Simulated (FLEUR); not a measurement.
# FePt (CuAu type) under tetragonal strain at constant volume: iron moments and the energy between parallel and antiparallel order, all-electron PBE

I calculate the spin moments of FePt and the free energy of an antiparallel order less that of the parallel one, per iron atom, while the cell is stretched or compressed along z at fixed volume. Strain is counted from the measured cell, factor 1.00, and a positive energy difference means that the parallel order lies lower. FePt is a material for magnetic recording, and its films grow on substrates that force a strain on them. A strain that weakens the parallel order could lower the temperature up to which a film stays magnetised. The magnetic anisotropy, which holds the written direction, needs spin-orbit coupling and is outside these runs. A real film also need not keep its volume, so the series isolates the effect of shape.

## How the numbers were made

FePt (CuAu type): the measured cell (COD); 2 atoms in the primitive cell, fractional positions held. First order: parallel (+); second order: antiparallel (+-, cell doubled at q=(0,1/2,0)), q in fractions of the reciprocal vectors of the primitive cell. FLEUR MaX-R8.1, all-electron FLAPW in bulk geometry, scalar-relativistic valence, PBE, basis cutoff 3.6 1/bohr, density cutoff 10.8 1/bohr, Fermi-Dirac smearing of 0.05 eV, muffin-tin radii Fe 2.39, Pt 2.39 bohr. Local moments are those inside the muffin-tin spheres. Collinear spins without spin-orbit coupling, 10x10x10 k-points for the first order in every row. The same in all rows: Kohn-Sham band gap of the first order on its k-point mesh; set to zero under 0.1 eV or twice the smearing width (level spacings that a finite mesh gives in a metal), blank from there to 0.3 eV, where the mesh cannot tell: 0.00 eV.

Notes on method and selection:

- Each run ends in the state reached from its typed start, which may not be the lowest.
- The spheres keep their radius and the cell keeps its volume, so the spheres cover the same share of space in every row.
- The two orders are a test pair; neither need be the ground order.
- Runs that did not converge, have known faults or may not be shown are not listed, and runs on Ansatz's PAW sets soft_1 and soft_2 are kept to separate tables.

Columns:

- tetragonal strain factor: tetragonal strain: length of the cell along z (the main axis or a cube axis) over its starting value, the other two axes scaled to keep the volume.
- moment, second order (μB): largest spin moment inside a sphere, second order.
- largest local moment (μB): largest spin moment inside a sphere, first order.
- net moment (μB/cell): net spin moment of the whole primitive cell, first order.
- second less first (meV): free energy of the second order less the first, per magnetic atom, where the second keeps its moments.
- energy of strained cell (meV/cell): free energy of the strained cell in the first order above its lowest row, per primitive cell; its curvature gives the elastic constant of the tetragonal shear.

## Numbers

| member | tetragonal strain factor | moment, second order (μB) | largest local moment (μB) | net moment (μB/cell) | second less first (meV) | energy of strained cell (meV/cell) |
| --- | --- | --- | --- | --- | --- | --- |
| tetragonal strain factor 0.9 | 0.90 | 3.010 | 3.013 | 3.427 | −40.5 | 204.2 |
| tetragonal strain factor 0.93 | 0.93 | 2.995 | 3.007 | 3.419 | −13.4 | 108.0 |
| tetragonal strain factor 0.96 | 0.96 | 2.973 | 3.002 | 3.387 | 4.7 | 38.9 |
| tetragonal strain factor 0.98 | 0.98 | 2.955 | 2.995 | 3.363 | 13.7 | 10.8 |
| tetragonal strain factor 1 | 1.00 | 2.939 | 2.989 | 3.328 | 22.6 | 0.0 |
| tetragonal strain factor 1.02 | 1.02 | 2.920 | 2.986 | 3.307 | 32.4 | 6.5 |
| tetragonal strain factor 1.04 | 1.04 | 2.895 | ? | ? | ? | ? |
| tetragonal strain factor 1.07 | 1.07 | 2.858 | 2.948 | 3.188 | 56.5 | 99.6 |
| tetragonal strain factor 1.1 | 1.10 | 2.823 | 2.921 | 3.119 | 76.3 | 205.1 |

Cells marked ? are withheld until the estimate has been made.

## The trend and its physics

Stretching favours the parallel order. The energy difference rises in every shown step, from −40.5 meV at factor 0.90 to 76.3 meV at 1.10, and changes sign between the rows at 0.93 and 0.96. The mean slope is (76.3 + 40.5) / (1.10 − 0.90) = 584 meV per unit of strain factor, or about 6 meV for each per cent of stretch. The rise is steeper at the compressed end, where the first step gives (−13.4 + 40.5) / 0.03 = 903 meV per unit, against (22.6 − 13.7) / 0.02 = 445 just below the measured shape. It steepens again in the last step of stretch, to (76.3 − 56.5) / 0.03 = 660.

The moments change much less. From 1.00 to 1.10 the iron moment in the parallel order falls by 2.989 − 2.921 = 0.068 μB, while the net moment falls by 3.328 − 3.119 = 0.209 μB per cell. The remaining 0.209 − 0.068 = 0.141 μB lies outside the iron sphere, and most of it is the shrinking moment that iron induces on platinum. A likely reason is that the iron–platinum bonds lengthen as the layers move apart, which weakens the mixing of their d states.

This loss on platinum cannot be what drives the energy difference. Polarising platinum lowers the energy of the parallel order only, since in the antiparallel order its iron neighbours cancel. A smaller induced moment should therefore reduce the advantage of the parallel order, yet that advantage grows.

The geometry points to the coupling between iron atoms instead. The antiparallel order reverses alternate rows of iron within each layer, and at constant volume the distances in the layer scale as one over the square root of the strain factor. At 1.10 they are about 5% shorter than in the measured cell. A stronger parallel coupling between these closer iron atoms is one possible cause, although parallel coupling in iron often weakens at short distance. Another is a coupling between neighbouring layers that favours antiparallel spins on diagonal pairs and fades as the layers move apart. The iron moment in the antiparallel order also falls faster, by 2.939 − 2.823 = 0.116 μB over the same stretch, which fits an order that becomes less favourable for iron.

## An estimate before looking

Plain estimates from the members shown:

- tetragonal strain factor 1.04, straight-line interpolation between tetragonal strain factor 1.02 and tetragonal strain factor 1.07: w = (1.04 − 1.02) / (1.07 − 1.02) = 0.400, so 32.4 + 0.400 × (56.5 − 32.4) = 42.0 meV

I use the straight line between the neighbours at 1.02 and 1.07, which gives 42.0 meV at 1.04. The slope is (32.4 − 22.6) / 0.02 = 490 meV per unit just before this interval and (56.5 − 32.4) / 0.05 = 482 across it, so I see no bend there that would justify a shift.

The same route can be tried on three shown members, each time leaving the member out and joining its neighbours. At 1.02 it gives 22.6 + (0.02 / 0.07) × (56.5 − 22.6) = 32.3 meV against 32.4, at 1.00 it gives (13.7 + 32.4) / 2 = 23.05 against 22.6, and at 1.07 it gives 32.4 + (0.05 / 0.08) × (76.3 − 32.4) = 59.8 against 56.5. The misses are 32.4 − 32.3 = 0.1, 23.05 − 22.6 = 0.45 and 59.8 − 56.5 = 3.3 meV.

For a smooth curve the error of a straight line grows with the product of the distances to its two ends. That product is 0.02 × 0.03 = 0.0006 for the withheld member, and 0.02 × 0.05 = 0.0010, 0.02 × 0.02 = 0.0004 and 0.05 × 0.03 = 0.0015 for the three tests. Scaled accordingly, the misses become about 0.1, 0.7 and 1.3 meV, with a root mean square of 0.9 meV. I round this up to 1.0 meV. The larger two misses both have the line too high, so an error in that direction is the more likely one.

**Committed estimate, tetragonal strain factor 1.04: second less first = 42.0 ± 1.0 meV.**

## Outcome

| member | tetragonal strain factor | moment, second order (μB) | largest local moment (μB) | net moment (μB/cell) | second less first (meV) | energy of strained cell (meV/cell) |
| --- | --- | --- | --- | --- | --- | --- |
| tetragonal strain factor 1.04 | 1.04 | 2.895 | 2.975 | 3.269 | 41.6 | 30.9 |

| member | estimate | second less first (meV) | computed | estimate − computed | miss in error bars |
| --- | --- | --- | --- | --- | --- |
| tetragonal strain factor 1.04 | committed | 42.0 | 41.6 | +0.4 | 0.4 |
| tetragonal strain factor 1.04 | interpolation | 42.0 | 41.6 | +0.4 |  |

The computed difference at factor 1.04 is 41.6 meV per iron atom. My estimate of 42.0 ± 1.0 was 0.4 meV too high, well inside its error bar. It was the plain interpolation itself, so it did neither better nor worse than that.

The expectation that the line would err on the high side held. The slope is (41.6 − 32.4) / 0.02 = 460 meV per unit of strain factor below the new row and (56.5 − 41.6) / 0.03 = 497 above it, a bend too slight to matter here.

The success says little about the mechanism, because any cause that acts smoothly with strain would have passed the same test. The new moments do fit the earlier picture. The part of the net moment outside the iron sphere falls from 3.307 − 2.986 = 0.321 μB at 1.02 to 3.269 − 2.975 = 0.294 μB at 1.04, while the parallel order gains energy. Whether the coupling within the iron layers or that between them drives the rise, these columns do not decide.

## Outliers

A least-squares line through the nine rows is roughly 22 + 550 × (factor − 1.00), in meV, and the rows scatter about it by roughly 4 meV. The farthest is 0.90, which lies about 7.5 meV below the line. Next comes 0.96, about 5 meV above it. Together they show a bend under compression more than two faulty rows.

The iron moments change smoothly down to 0.90 in both orders, so they give no sign of a jump to another magnetic state. One possible cause of the bend is coupling between neighbouring iron layers, which come closer as the cell is flattened. Iron atoms directly above one another are parallel in both orders and drop out of the difference, but some of the diagonal pairs are reversed. If those pairs favour antiparallel spins more strongly at short distance, the difference is pushed down, as seen at 0.90. A k-point error that changes with the cell shape could add to it.

## Conclusions and limits

From 0.90 to 1.10 each shown step of stretch favours the parallel order over this antiparallel one. Interpolation between close neighbours is good to about 1 meV near the measured shape, but at 0.93 it gives (−40.5 + 4.7) / 2 = −17.9 meV against −13.4.

For a film at constant volume, factor 1.04 means an in-plane length of 1 / √1.04 = 0.981, a compression of (1 − 0.981) × 100 = 1.9%. It raises the difference by 41.6 − 22.6 = 19.0 meV per iron atom, or about 10 meV per per cent of in-plane compression. In-plane stretching acts the other way, so by this measure it is the strain that could lower the temperature up to which a film stays magnetised.

I know of no omitted effect that clearly exceeds the spread of the table, 76.3 + 40.5 = 116.8 meV. Spin-orbit coupling sets the easy axis, but with an energy of only a few meV per cell, as a rough size. The choice of orders is the more serious limit: antiparallel stacking of whole iron layers along z is known to be a close competitor in such calculations, and it is not in the table.
